**Lecturer:** Your α-Sn result is wrong. Show me how you got it.

**Student:** At Γ and $X=(2\pi/a)(1,0,0)$ the nearest-neighbour $sp^3$ matrix of zincblende splits into $2\times2$ blocks with on-site energies $E_1$ (anion, $a$) and $E_2$ (cation, $c$):

$$E_\pm=\frac{E_1+E_2}{2}\pm\sqrt{\frac{(E_2-E_1)^2}{4}+V^2}$$

| level | $E_1,E_2$ | $V$ |
|---|---|---|
| $\Gamma_1$ | $E_{sa},E_{sc}$ | $4V_{ss\sigma}$ |
| $\Gamma_{15}$ | $E_{pa},E_{pc}$ | $V_{xx}=4(V_{pp\sigma}+2V_{pp\pi})/3$ |
| $X_5$ | $E_{pa},E_{pc}$ | $V_{xy}=4(V_{pp\sigma}-V_{pp\pi})/3$ |
| $X_1$ | $E_{sa},E_{pc}$ | $V(sa,pc)=4V_{s_ap_c\sigma}/\sqrt3$ |
| $X_3$ | $E_{sc},E_{pa}$ | $V(sc,pa)=4V_{s_cp_a\sigma}/\sqrt3$ |

Hence $V^2=(E_+-E_1)(E_1-E_-)=(E_--E_1)(E_--E_2)$.

All inputs are typical, approximate values in eV, with zero at the valence $p$ level at Γ. For α-Sn, removing $\Delta_{so}/3=0.27$ ($\Delta_{so}\approx0.8$) from the gap $-0.4$ leaves $-0.13$, which I round: $\Gamma_1=-11.3$, $\Gamma_{2'}=-0.1$, $\Gamma_{25'}=0$, $\Gamma_{15}=2.7$. With equal sublattices this gives $E_s=-5.7$, $4V_{ss\sigma}=-5.6$, $E_p=V_{xx}=1.35$.

**Lecturer:** Fine, provided you remember that the spin-orbit shift is larger than the gap you kept. And the $s$–$p$ coupling?

**Student:** I assumed it carries over from isoelectronic InSb as the mean of the two squares. Inputs: $E_{sa}=-8.0$, $E_{pa}=0.7$, $E_{sc}=-3.5$, $E_{pc}=2.9$, and valence levels that my source labels $X_1=-6.4$, $X_3=-9.2$.

*Wrong attempt:*

(1) $V(sa,pc)^2=(X_1-E_{sa})(X_1-E_{pc})$

(2) $V(sc,pa)^2=(X_3-E_{sc})(X_3-E_{pa})$

(3) mean $V^2=20.8$ eV², $V=4.56$ eV, lowest α-Sn $X$ level $-7.94$ eV.

Nothing there looks odd.

**Lecturer:** Print the squares before averaging.

**Student:** $-14.9$ and $56.4$ eV².

**Lecturer:** That is the symptom. A Hermitian $2\times2$ block pushes its levels outside its diagonal entries, and $-6.4$ lies between $-8.0$ and $2.9$. No real hopping gives that.

**Student:** But $X_1$ is $X_1$. Symmetry labels don't move.

**Lecturer:** These do. Apply the $S_4$ about $x$ through an anion. The anion $s$ Bloch sum is invariant. Cation neighbours at $x=\pm a/4$ trade places, and their phases $e^{\pm i\pi/2}$ differ by a factor $-1$, so cation $s$ is odd and cation $p_x$ even. $X_1$, the even one, is therefore $(s_a,x_c)$ for an anion origin, as in your block table. For a cation origin it is $(s_c,x_a)$. Labels that put $X_3$ lowest, below $E_{sa}$, use the cation origin. The faulty step is the assignment in (1), mirrored in (2).

**Student:** My code passed its test on α-Sn alone.

**Lecturer:** It had to. In diamond the two blocks are identical and form a twofold $X_1$, so no swap shows.

**Student:** Averaging is symmetric too. The swap should cancel.

**Lecturer:** Interchanging two correct $V$ values would cancel. You moved levels between blocks. Call $-9.2$ and $-6.4$ $\varepsilon_1$ and $\varepsilon_3$ and subtract:

$$\overline{V^2}_{\rm wrong}-\overline{V^2}_{\rm right}=\tfrac12(\varepsilon_3-\varepsilon_1)(E_{sc}+E_{pa}-E_{sa}-E_{pc})=\tfrac12(2.8)(2.3)=3.2\ \text{eV}^2$$

Both factors vanish in diamond, neither in InSb.

**Student:** Mended, then: $V(sa,pc)^2=(-1.2)(-12.1)=14.5$ and $V(sc,pa)^2=(-2.9)(-7.1)=20.6$ eV², so $3.81$ and $4.54$ eV. The mean is $17.6$ eV², $V=4.19$ eV, and the $X$ level is $-7.65$ eV. I was $0.3$ eV too low. Is the inverted gap spoiled as well?

**Lecturer:** No. The $s$–$p$ bond sums cancel at Γ, so the error in the gap is zero. The coupling across it suffers. Along $(k,0,0)$ the element between $(s_a-s_c)/\sqrt2$ and $(x_a-x_c)/\sqrt2$ has modulus $V\sin(ka/4)\approx Pk$, with $P=Va/4$. With $a\approx6.49$ Å, the model's Kane energy $E_P=2m_0P^2/\hbar^2$ is $12.1$ eV, where yours was $14.4$ eV, $18\%$ too high.

**Student:** A larger $E_P$ sounds more realistic.

**Lecturer:** By accident. This model falls short of the 24 eV or so typical of α-Sn by about half, and an imaginary hopping in InSb is no repair for that.